## Worked problem: current reversal of a colloid in a shaken asymmetric optical lattice

### Statement

A polystyrene bead, $R=0.20\ \mu$m, sits in water at $T=298$ K (typical viscosity $\mu=0.89$ mPa s; approximate densities 1050 and 1000 kg m$^{-3}$). Its illustrative lattice potential is
$$U(x)=U_0[\sin kx+\epsilon\sin 2kx],\quad k=2\pi/L,$$
with $L=1.0\ \mu$m, $\epsilon=1/4$, $b=\beta U_0=0.5$, $\beta=1/k_BT$. The lattice is displaced by $-a\sin\Omega t$. With $y$ the laboratory and $x=y+a\sin\Omega t$ the lattice coordinate,
$$\eta\dot x=-U'(x)+A\cos\Omega t+\xi,\quad A=\eta a\Omega,\quad \langle\xi(t)\xi(s)\rangle=2\eta k_BT\,\delta(t-s).$$
Hold $A=5.0$ fN fixed. Find the mean velocity $v$ (the same in both frames) (a) at $\Omega/2\pi=200$ Hz, (b) for $\Omega\to0$, and (c) the reversal frequency.

### Scales

- Stokes drag $\eta=6\pi\mu R=3.355\times10^{-9}$ kg s$^{-1}$; $D=k_BT/\eta=1.226\times10^{-12}$ m$^2$ s$^{-1}$.
- Rate $\Gamma=Dk^2=48.4$ s$^{-1}$; $w=\Omega/\Gamma$.
- $v_0=(A/\eta)^2/(Dk)=288$ nm s$^{-1}$; $\gamma=\beta A/k=0.193$.
- $Z_\pm=\int_0^Le^{\pm\beta U}dx$. Write $e^{\beta U}=\sum_np_ne^{inkx}$. $U$ is odd, so $Z_+Z_-=p_0^2L^2=1.140\times10^{-12}$ m$^2$.

### Why the formula holds

In $y$ the force is $-U'(y+a\sin\Omega t)$. Fokker–Planck operator to order $a^2$:
$$\mathcal L=\mathcal L_0+a\sin\Omega t\,\partial f+\tfrac{a^2}{2}\sin^2\Omega t\,\partial f',\quad \mathcal L_0=\partial(U'/\eta+D\partial),\quad f=U''/\eta .$$
Order $a$: $P_1=\mathrm{Im}(p\,e^{i\Omega t})$, $p=a(i\Omega-\mathcal L_0)^{-1}\partial(fP_0)$, $P_0=e^{-\beta U}/Z_-$.

Order $a^2$, period-averaged current (uniform in $y$):
$$J=-(U'/\eta+D\partial)\bar P_2-\tfrac{a^2}{4}f'P_0-\tfrac a2f\,\mathrm{Re}\,p .$$
Multiply by $e^{\beta U}$ and integrate over a period. The first term becomes $-D\,\partial(e^{\beta U}\bar P_2)$ and drops. The second, $\propto\Omega^{-2}$, drops too: it only replaces $U$ by the periodic $U+a^2U''/4$. The same holds for the $a^4\propto\Omega^{-4}$ part of the averaged potential. With $K=e^{\beta U}\mathcal L_0e^{-\beta U}=D\partial^2-(U'/\eta)\partial$, $g=f'-\beta U'f$ and $v=LJ$:
$$v=\frac{La^2}{2Z_+Z_-}\,\mathrm{Re}\int_0^Lf\,(K-i\Omega)^{-1}g\,dx.\tag{1}$$
For large $\Omega$, $\mathrm{Re}(K-i\Omega)^{-1}=K/\Omega^2-K^3/\Omega^4+\dots$ Partial integration, dropping total derivatives and using $U''=\eta f$:
$$\int fKg=\int[Df''+(U'f)'/\eta]\,g=-\frac2\eta\int U'ff''=\frac2\eta\int U'f'^2 .$$
Hence
$$\boxed{v\simeq\frac{A^2L}{\eta^5\Omega^4}\,\frac{\int_0^LU'(U''')^2dx}{Z_+Z_-}}\tag{2}$$
Temperature enters only through $Z_\pm$, so the sign is independent of $T$.

### (a) 200 Hz

$w=26.0$, $a=A/\eta\Omega=1.19$ nm, $ka=0.0075$. Trigonometric averages give
$$\int_0^LU'(U''')^2dx=\tfrac92\epsilon U_0^3k^7L=3.79\times10^{-21}\ \mathrm{N^3\,m^{-3}} .$$
Numerator $A^2L\int U'(U''')^2dx=9.47\times10^{-56}$ N$^5$ m$^{-2}$; denominator $\eta^5\Omega^4Z_+Z_-=1.209\times10^{-42}$ N$^5$ s m$^{-3}$. So
$$v=\frac{9\epsilon b^3v_0}{2p_0^2w^4}=+0.078\ \mathrm{pm\,s^{-1}} .$$
The $K^3$ term gives a relative change $-11.3/w^2=-0.017$, so $v=+0.077$ pm s$^{-1}$. The $A^4$ terms, of relative order $(ka)^2$, are negligible.

### (b) Adiabatic limit

For a constant force $F$, with $\phi=\beta F/k$, the Stratonovich formula reads
$$v(F)=\frac{DL(1-e^{-\beta FL})}{\int_0^L\!dx\int_0^L\!ds\,e^{\beta[U(x+s)-U(x)-Fs]}}=\frac{Dk}{\sum_np_n^2/(\phi-in)},$$
where oddness of $U$ was used. Expand to $\phi^2$ and average, $\langle\phi^2\rangle=\gamma^2/2$:
$$v_{\rm ad}=\frac{v_0}{p_0^4}\Sigma,\qquad \Sigma=\sum_{n\ge1}\frac{\mathrm{Im}\,p_n^2}{n}=-6.17\times10^{-3}.$$
This gives $-1.37$ nm s$^{-1}$. At order $b^3$ the even part of $v(F)$ is $\propto\phi^2/[(1+\phi^2)(4+\phi^2)]$, so the $A^4$ term lowers the magnitude by $15\gamma^2/16=0.035$: $v_{\rm ad}\approx-1.3$ nm s$^{-1}$. The slowly rocked bead drifts to the left, over the gentle flank of each well.

### (c) Reversal

At fixed $A$ and $T>0$, $v$ is continuous in $\Omega$, negative at $\Omega\to0$ and positive at large $\Omega$. It therefore changes sign an odd number of times. Continuity gives no location; (1) does.

Put $\theta=kx$, $u=\cos\theta+2\epsilon\cos2\theta$, $\mathcal R=(\partial_\theta^2-iw)^{-1}$, $\chi=\mathcal Ru'$, $\zeta=\partial_\theta\mathcal R(u\chi)$, and let $\langle\cdot\rangle$ be the average over $\theta$. Iterate the resolvent in $b$, using $\partial_\theta^2\mathcal R-1=iw\mathcal R$. Mirror symmetry makes $v$ odd in $b$:
$$v=\frac{v_0b^3}{2p_0^2w^2}\,[S_1+b^2S_3+\dots],\quad S_1=-w\,\mathrm{Im}\langle u\chi^2\rangle,\quad S_3=w\,\mathrm{Im}\langle u\zeta^2\rangle .$$
With $\rho_n=(n^2+iw)^{-1}$, $\langle u\chi^2\rangle=\epsilon(2\rho_1\rho_2-\rho_1^2/2)$, so at leading order
$$v=v_0\,b^3\epsilon\,\frac{3(3w^2-2)}{2(1+w^2)^2(16+w^2)}.\tag{3}$$
Limits: $9\epsilon b^3v_0/2w^4$, which is (2) with $p_0\to1$, and $-3\epsilon b^3v_0/16$, the leading term of $v_0\Sigma$. There is a single zero, $w_*^2=2/3$, or $\Omega_*/2\pi=6.3$ Hz. There $S_3=-0.0057$ and $dS_1/dw^2=0.0324$, so $w_*$ rises by the fraction $0.13\,b^2$:
$$\Omega_*/2\pi\approx6.5\ \text{Hz}.$$
The $A^4$ terms, of relative order $\gamma^2=0.037$, leave this uncertain by several per cent. The reversal sits at $\Omega\sim\Gamma$, where one drive period matches relaxation across a lattice cell.

### Limits of validity

- Equation (2) needs $w^2\gg16$. At 11 Hz, near the positive maximum, (3) gives about $+0.3$ nm s$^{-1}$, while (2) gives $8.6$ nm s$^{-1}$.
- Inertia at 200 Hz: $\Omega m/\eta=1.3\times10^{-5}$, negligible.
- Hydrodynamic memory: $\delta=R\sqrt{\rho_w\Omega/2\mu}=0.0053$, with $\rho_w$ the water density. It competes with the in-phase response behind (2), itself a fraction of order $1/w$ of the total. The relevant measure is $\delta w=0.14$ up to numerical factors, so (a) may shift by as much as ten per cent or so for a real bead.

Results of the model: $v(200\ \mathrm{Hz})=+0.077$ pm s$^{-1}$, far too slow to see against diffusion; $v_{\rm ad}\approx-1.3$ nm s$^{-1}$; reversal near $6.5$ Hz.